# How fast LINCS converges for rigid water and related units

A molecular dynamics run of water on a silica surface, as in a model of wafer rinsing or polishing, can use a time step of about 2 fs only if the fast O–H stretch is frozen. LINCS (Hess, Bekker, Berendsen and Fraaije, 1997) freezes distances with two devices: a power series that stands in for a matrix inverse, and a correction for bond rotation. A single number, the spectral radius $\rho$ of a small matrix, decides how well the series works. It is derived below for water with three distance constraints and compared across isotopes, mass schemes and silicate units. Lengths are in Å, times in fs or ps, masses in u.

## The projection step

Let $\mathbf r$ collect the $3N$ coordinates and let $\mathsf M$ be the diagonal mass matrix. Constraint $i$ fixes the distance between two atoms at $d_i$. Row $i$ of the matrix $B$ is the gradient of that distance at the start of the step. At each of the two atoms it holds the unit vector pointing away from the partner, and it is zero elsewhere. For any configuration, $(B\mathbf r)_i$ is the projection of bond $i$ on its old direction.

A leapfrog step of length $\Delta t$ without constraints gives $\mathbf r^{u}$. Constraint forces act along the old bond directions, so the corrected position is $\mathbf r'=\mathbf r^{u}-\mathsf M^{-1}B^{T}\boldsymbol\gamma$ with one multiplier $\gamma_i$ per constraint. Demanding $B\mathbf r'=\mathbf d$ gives

$$\boldsymbol\gamma=Z^{-1}(B\mathbf r^{u}-\mathbf d),\qquad Z=B\,\mathsf M^{-1}B^{T}.\tag{1}$$

The diagonal element for a bond between atoms of masses $m_a$ and $m_b$ is $Z_{ii}=1/m_a+1/m_b$. Two constraints that meet at an atom of mass $m_k$ and enclose the angle $\vartheta$ have $Z_{ij}=\cos\vartheta/m_k$. Constraints with no common atom have $Z_{ij}=0$. Bond lengths do not appear: only angles and masses do.

## The series and its convergence

Scale with the diagonal matrix $S$, $S_{ii}=Z_{ii}^{-1/2}$. Then $SZS$ has unit diagonal, and

$$SZS=1-A,\qquad Z^{-1}=S(1-A)^{-1}S,\qquad A_{ij}=-S_{ii}S_{jj}\frac{\cos\vartheta}{m_k},\tag{2}$$

with $A$ symmetric and $A_{ii}=0$. LINCS of order $n$ replaces $(1-A)^{-1}$ by $P_n=1+A+\dots+A^{n}$, which costs $n$ sparse matrix–vector products. Define the scaled violation $\mathbf x=S(B\mathbf r^{u}-\mathbf d)$. Since $(1-A)P_n=1-A^{n+1}$, the violation left after the step is

$$S(B\mathbf r'-\mathbf d)=\mathbf x-(1-A)P_n\mathbf x=A^{n+1}\mathbf x.\tag{3}$$

A symmetric $A$ has real eigenvalues $\lambda$ and orthogonal eigenvectors, and each component of $\mathbf x$ is multiplied by $\lambda^{n+1}$. With $\rho=\max|\lambda|$, the series converges for every $\mathbf x$ if and only if $\rho<1$, and the worst-case truncation error in the Euclidean norm is exactly $\rho^{n+1}|\mathbf x|$. Reducing any violation by a factor $\tau$ needs $n+1\ge\ln\tau/\ln\rho$.

The two ends of the spectrum fail differently. The matrix $1-A$ is the Gram matrix (the matrix of scalar products) of the rows of $SB\mathsf M^{-1/2}$, so it is positive definite when the constraints are independent, and then $\lambda<1$. An eigenvalue $\lambda=1$ means redundant constraints and a singular $Z$. At the other end, $\lambda\le-1$ means only that $1-A$ has an eigenvalue of 2 or more: the problem is well posed, and the series alone fails.

That second failure is impossible when no atom carries more than two constraints. At every atom with two constraints, reverse the sign of one of its two unit vectors in $B$. The diagonal of $Z$ is unchanged and each coupling changes sign, so $1+A$ is a Gram matrix too and $\lambda\ge-1$. In a triangle each atom carries two non-parallel unit vectors, so the rows are independent with either choice of signs. Every triangle that is not collinear therefore has $\rho<1$, whatever its masses. The open question for water is speed.

## The symmetric triangle in closed form

Take an apex atom of mass $M$, two end atoms of mass $m$, and apex angle $\theta$. Constraints 1 and 2 are the apex–end bonds and constraint 3 joins the ends. The angle at each end atom is $(180^\circ-\theta)/2$, whose cosine is $s=\sin(\theta/2)$. With $\mu=m/(M+m)$, Eq. (2) gives

$$A=-\begin{pmatrix}0&a&b\\a&0&b\\b&b&0\end{pmatrix},\qquad a=\mu\cos\theta,\qquad b=s\sqrt{\frac{1-\mu}{2}}.\tag{4}$$

The antisymmetric vector $(1,-1,0)$ has eigenvalue $a$. The two symmetric modes obey $\lambda^2+a\lambda-2b^2=0$, so

$$\lambda_\pm=\tfrac12\left[-a\pm\sqrt{a^2+8b^2}\right],\qquad \rho=\tfrac12\left[|a|+\sqrt{a^2+8b^2}\right].\tag{5}$$

For an obtuse apex $a<0$ and $\rho=\lambda_+$. For an acute apex $\rho=-\lambda_-$. Evaluating the quadratic at $\lambda=1$ gives a useful identity:

$$(1-\lambda_+)(1-\lambda_-)=1+a-2b^2=(1+\mu)\cos^2(\theta/2).\tag{6}$$

Without constraint 3, only the upper-left $2\times2$ block remains, with eigenvalues $\pm a$.

**Water.** As model inputs take the approximate masses O 15.999 u and H 1.008 u and the TIP3P geometry, $d_{\rm OH}=0.9572$ Å and $\theta=104.52^\circ$, which fixes $d_{\rm HH}=2d_{\rm OH}s=1.5139$ Å. Then $\mu=0.0593$, $s=0.7908$, $a=-0.0149$, $b=0.5424$, $\lambda_+=0.7745$ and $\lambda_-=-0.7596$.

**Equilateral triangle, equal masses.** Here $\mu=1/2$, $\theta=60^\circ$ and $a=b=1/4$. The eigenvalues are $1/4$, $1/4$ and $-1/2$, so $\rho=1/2$.

**Regular tetrahedron, four equal masses, six edges fixed.** Each edge meets four others at $60^\circ$, with $A_{ij}=-1/4$, and does not touch the opposite edge. Let $J$ be the $6\times6$ matrix of ones and $\Pi$ the permutation that swaps opposite edges, so that $A=-\tfrac14(J-1-\Pi)$. The uniform vector has $J=6$, $\Pi=1$ and $\lambda=-1$. Three vectors odd under $\Pi$ have $J=0$ and $\lambda=0$. Two even vectors with zero sum have $J=0$ and $\lambda=1/2$. Thus $\rho=1$. The matrix $1-A$ has eigenvalues between $1/2$ and 2 and is well conditioned, yet in the breathing mode the partial sums run $1,0,1,0,\dots$ and never settle on the correct value $1/2$. Each atom carries three constraints, so the sign-reversal argument does not apply.

**Central atom with four tetrahedral bonds only.** With $\cos\theta=-1/3$, every off-diagonal element of the $4\times4$ matrix $A$ is $+\mu/3$, and the eigenvalues are $\mu$ once and $-\mu/3$ three times.

## Comparison

Further inputs are the approximate masses D 2.014 u and Si 28.086 u, the SPC/E water angle $109.47^\circ$ (also used for O–Si–O), and a typical Si–O–Si angle of $144^\circ$. "Heavy-H" water has each hydrogen mass tripled to 3.024 u, with the added mass taken from oxygen, which leaves 11.967 u. The silicate rows describe isolated units. In a connected network the constraints of neighbouring units couple, and $A$ must be built for the whole set. The column $\rho^5$ is the worst-case reduction at order 4, a common choice. The last column is the lowest order that guarantees $\tau=10^{-4}$ in one pass.

| Unit and constraints | $\mu$ | $\theta$ | $\lambda_{\max}$ | $\lambda_{\min}$ | $\rho^5$ | $n$ |
|---|---|---|---|---|---|---|
| H$_2$O, two O–H bonds | 0.0593 | 104.52° | 0.0149 | −0.0149 | $7.2\times10^{-10}$ | 2 |
| SiO$_4$, four Si–O bonds | 0.3629 | tetrahedral | 0.3629 | −0.1210 | 0.0063 | 9 |
| Equal masses, equilateral triangle | 1/2 | 60° | 1/4 | −1/2 | 0.031 | 13 |
| O–Si–O triangle | 0.3629 | 109.47° | 0.7150 | −0.5940 | 0.19 | 27 |
| Heavy-H water, triangle | 0.2017 | 104.52° | 0.7323 | −0.6817 | 0.21 | 29 |
| D$_2$O, triangle | 0.1118 | 104.52° | 0.7594 | −0.7314 | 0.25 | 33 |
| H$_2$O, triangle | 0.0593 | 104.52° | 0.7745 | −0.7596 | 0.28 | 36 |
| H$_2$O, triangle, SPC/E angle | 0.0593 | 109.47° | 0.8019 | −0.7821 | 0.33 | 41 |
| Si–O–Si triangle | 0.6371 | 144° | 0.8859 | −0.5154 | 0.55 | 76 |
| Equal masses, tetrahedron, six edges | – | 60° | 1/2 | −1 | 1 | none |

The digits belong to the stated model geometries, and a change of a degree in an angle alters the last two of them. In the Si–O–Si row $\lambda_{\min}$ is the antisymmetric eigenvalue $a$.

## Why the rows fall in this order

**The mass of the shared atom sets the coupling.** By Eq. (2), two constraints couple through the inverse mass of the atom they share, measured against the inverse masses in the diagonal. Two O–H bonds share the heavy oxygen, and $a$ carries the small factor $\mu$. The H–H constraint shares a light hydrogen with each O–H bond, and $b$ carries $\sqrt{(1-\mu)/2}$, which is of order one. One added constraint takes the required order from 2 to 36.

**For light end atoms the angle alone matters.** As $\mu\to0$, Eq. (5) gives $\lambda_\pm\to\pm\sin(\theta/2)$, the cosine of the angle between the O–H and H–H directions at a hydrogen. That angle is only $37.74^\circ$ in the TIP3P geometry, so two constraint forces pull on the same light atom along similar lines. In the $\lambda_+$ mode the O–H and H–H multipliers have opposite signs and their forces partly cancel. Large multipliers then move the atoms little, and the series builds them up slowly. Opening the apex angle makes the two directions more nearly parallel, which is why the SPC/E angle raises $\rho$ from 0.7745 to 0.8019.

**Heavier end atoms help only weakly.** To first order in $\mu$,

$$\lambda_+\approx s-\tfrac12\mu\,(s+\cos\theta),\tag{7}$$

which gives 0.7748 for H$_2$O against 0.7745 from Eq. (5). The negative cosine offsets part of $s$, so the slope is small. Deuteration or tripling the hydrogen mass lowers the order from 36 to 33 or 29 and leaves the character of the problem unchanged. The O–Si–O triangle continues the trend: it has the SPC/E angle but a larger $\mu$, and needs 27 in place of 41.

**Near-linear units approach a singular matrix.** By Eq. (6), the gap $1-\lambda_+$ is proportional to $\cos^2(\theta/2)$, which is 0.3746 for TIP3P water and 0.0955 for the Si–O–Si bridge. With $\lambda_-=-0.3705$ for the bridge, the gaps are 0.226 and 0.114. At $\theta=180^\circ$ the roots are $\lambda_+=1$ and $\lambda_-=-(1-\mu)$, so near linearity $1-\rho\approx\frac{1+\mu}{2-\mu}\cos^2(\theta/2)$, and the required order grows as $1/\cos^2(\theta/2)$. There the third distance barely responds to the angle, and the constraint set itself becomes ill conditioned.

**Closed cages fail at the negative end.** In the equilateral triangle and the tetrahedron the dominant mode is breathing, where all constraint forces add at each atom. Every coupling is $-1/4$, and the eigenvalue is $-1/4$ times the number of neighbouring constraints: two for the triangle, four for the tetrahedron. The four oxygens of an ideal SiO$_4$ unit with six O–O distances fixed and the silicon left out form exactly this case. Adding the four Si–O bonds gives ten constraints on nine internal coordinates, and $Z$ becomes singular.

**A quick screen can mislead.** The largest row sum of $|A_{ij}|$ bounds $\rho$ from above. It equals $\rho$ for the tetrahedron, but for water the H–H row gives $2b=1.085$, which decides nothing. The eigenvalues are needed.

**Damping separates the two failures.** For a number $w>0$, $(1-A)^{-1}=w\sum_k[1-w(1-A)]^k$ whenever the new series converges. Placing the two extreme eigenvalues of the bracket symmetrically about zero requires $w=2/(2-\lambda_{\max}-\lambda_{\min})$ and gives the ratio $(\lambda_{\max}-\lambda_{\min})/(2-\lambda_{\max}-\lambda_{\min})$. The tetrahedron then converges with $w=0.8$ and ratio 0.6. Water gains almost nothing, 0.7728 against 0.7745, because its spectrum is already nearly symmetric.

## The rotational correction

Equation (1) fixes projections on the old directions, not lengths. A bond that has turned has a component $\mathbf q$ perpendicular to its old direction, and after an exact projection its length obeys $l^2=d^2+q^2$. For the length to be $d$ at the same $q$, the projection must be $p$ with $p^2+q^2=d^2$. Eliminating $q$,

$$p_i=\sqrt{2d_i^2-l_i^2},\qquad \mathbf r''=\mathbf r'-\mathsf M^{-1}B^{T}S\,P_n\,S\,(\mathbf d-\mathbf p).\tag{8}$$

The root is real only for $l\le\sqrt2\,d$, that is $q\le d$. The same $B$, $S$ and $A$ are reused.

The right-hand side $\mathbf d-\mathbf p$ also repairs truncation. If the first pass leaves the projection at $d+e$, then $l^2=(d+e)^2+q^2$ and $d-p\approx e+q^2/2d$, which is the full shift needed to reach the target projection $d-q^2/2d$. To linear order, $k$ corrections therefore reduce the original violation by $A^{(n+1)(k+1)}$ and the rotational lengthening by $A^{(n+1)k}$. For the tetrahedron the breathing component keeps its magnitude through any number of corrections.

With an exact inverse, Eq. (8) is exact for an isolated bond, since the correction leaves $\mathbf q$ untouched. It is also exact for a triangle turning uniformly in its own plane by an angle $\alpha$ per step. With positions taken from the centre of mass and $\hat{\mathbf z}$ normal to the plane, leapfrog gives $\mathbf r^u=2\mathbf r_n-\mathbf r_{n-1}=(2-\cos\alpha)\mathbf r_n+\sin\alpha\,\hat{\mathbf z}\times\mathbf r_n$. A uniform contraction needs in-plane forces with zero sum and zero torque, and the three bond tensions span all such force sets. The projection thus sets the first coefficient to 1, $l=d\sqrt{1+\sin^2\alpha}$, $p=d\cos\alpha$, and the correction sets the coefficient to $\cos\alpha$: a pure rotation.

In general, shortening one bond tilts its neighbours. If $\mathbf q$ changes by $\Delta\mathbf q$, the final length obeys $l''^2=d^2+2\mathbf q\cdot\Delta\mathbf q+|\Delta\mathbf q|^2$. With $q\sim\epsilon d$ for a small turning angle $\epsilon$, and $\Delta q\sim\epsilon^2d$, the remainder is of third order at most. Water shows this explicitly. Set $d_{\rm OH}=1$ and $c=\cos(\theta/2)$, put the hydrogens at $(\pm s,c,0)$ relative to oxygen, and displace them linearly by a turn $\epsilon_z$ about the normal and $\epsilon_y$ about the bisector. One hydrogen then sits at $(s-\epsilon_zc,\;c+\epsilon_zs,\;\epsilon_ys)$, and

$$p_{\rm OH}=\sqrt{1-\epsilon_z^2-\epsilon_y^2s^2},\qquad p_{\rm HH}=2s\sqrt{1-\epsilon_z^2-\epsilon_y^2}.$$

The right-hand side is symmetric, so the hydrogens shift relative to oxygen by $(\pm X,Y,0)$ with $2(s+X)=p_{\rm HH}$ and $1+sX+cY=p_{\rm OH}$. To second order $X=-s(\epsilon_z^2+\epsilon_y^2)/2$ and $Y=-c\epsilon_z^2/2$. The in-plane perpendicular of this bond is $(-c,s)$, along which $q=\epsilon_z$ and $\Delta q=cs\,\epsilon_y^2/2$. The relative O–H deviation is therefore $\tfrac14\epsilon_z\epsilon_y^2\sin\theta$, with opposite signs on the two bonds. For $\epsilon_z=0$ the next order gives $\tfrac1{32}\epsilon_y^4\sin^2\theta$. With an illustrative $\epsilon=0.03$ these are $6.5\times10^{-6}$ and $2.4\times10^{-8}$.

## Sizes for water at 300 K and 2 fs

The moment of inertia about the normal through the centre of mass is $I_z=2md_{\rm OH}^2\,[1-2mc^2/(M+2m)]=1.770$ u Å$^2$. Equipartition gives a root-mean-square angular velocity $\sqrt{k_BT/I_z}=11.87$ rad/ps, so $\sin\alpha=0.0237$ per step. The relative lengthening $\sqrt{1+\sin^2\alpha}-1$ is $2.8\times10^{-4}$, or 0.00027 Å on an O–H bond.

Forces from neighbouring molecules matter more. Take 1 nN (0.62 eV/Å) as a typical order of magnitude for the force on a hydrogen in liquid water. It displaces the atom by $\delta=f\Delta t^2/m=0.024$ Å in one step. Acting across the bond, it tilts the bond by $\delta/d_{\rm OH}=0.025$, as much as the thermal rotation. The two may add, which would quadruple the lengthening, so the figure above is an estimate of scale.

Let the force act outward along bond 1. The violations of the three constraints are $\delta\,(1,0,s)$. Applying $S^{-1}A^5S$ gives $\delta\,(-0.10,-0.10,-0.25)$ after a first pass at order 4, that is $-0.0024$ Å on each O–H bond and $-0.0060$ Å on H–H. The O–H truncation error is about 9 times the rotational lengthening. One correction turns the operator into $S^{-1}A^{10}S$, with $\rho^{10}=0.078$, and leaves $\delta\,(0.033,0.033,0.049)$, or 0.0008 Å and 0.0012 Å. These are linear estimates. The rotational part that survives the same correction is reduced by $\rho^5$ or better in the scaled norm and is of order $10^{-4}$ Å, while the cubic remainder is below $10^{-5}$ Å.

The ranking of the error sources thus depends on the row of the table. With two O–H bonds only, truncation at order 4 is negligible, rotation is the leading source, and one correction reduces it from second order in $\epsilon$ to third order at most. With three constraints, truncation dominates and the correction serves mainly as a second pass of the series. Since $A$ for a separate water molecule is only $3\times3$, inverting it directly removes the truncation error altogether, and the analytic SETTLE algorithm (Miyamoto and Kollman, 1992) solves the full nonlinear problem for a rigid three-site water. The series pays off where constraints meet at heavy atoms and form no triangles. For any other constraint set, build $A$ from Eq. (2), find its extreme eigenvalues, and read the cause from the sign: $\lambda_{\max}$ near 1 points to nearly redundant constraints, and $\lambda_{\min}$ near $-1$ points to too many constraints pulling together on the same atoms.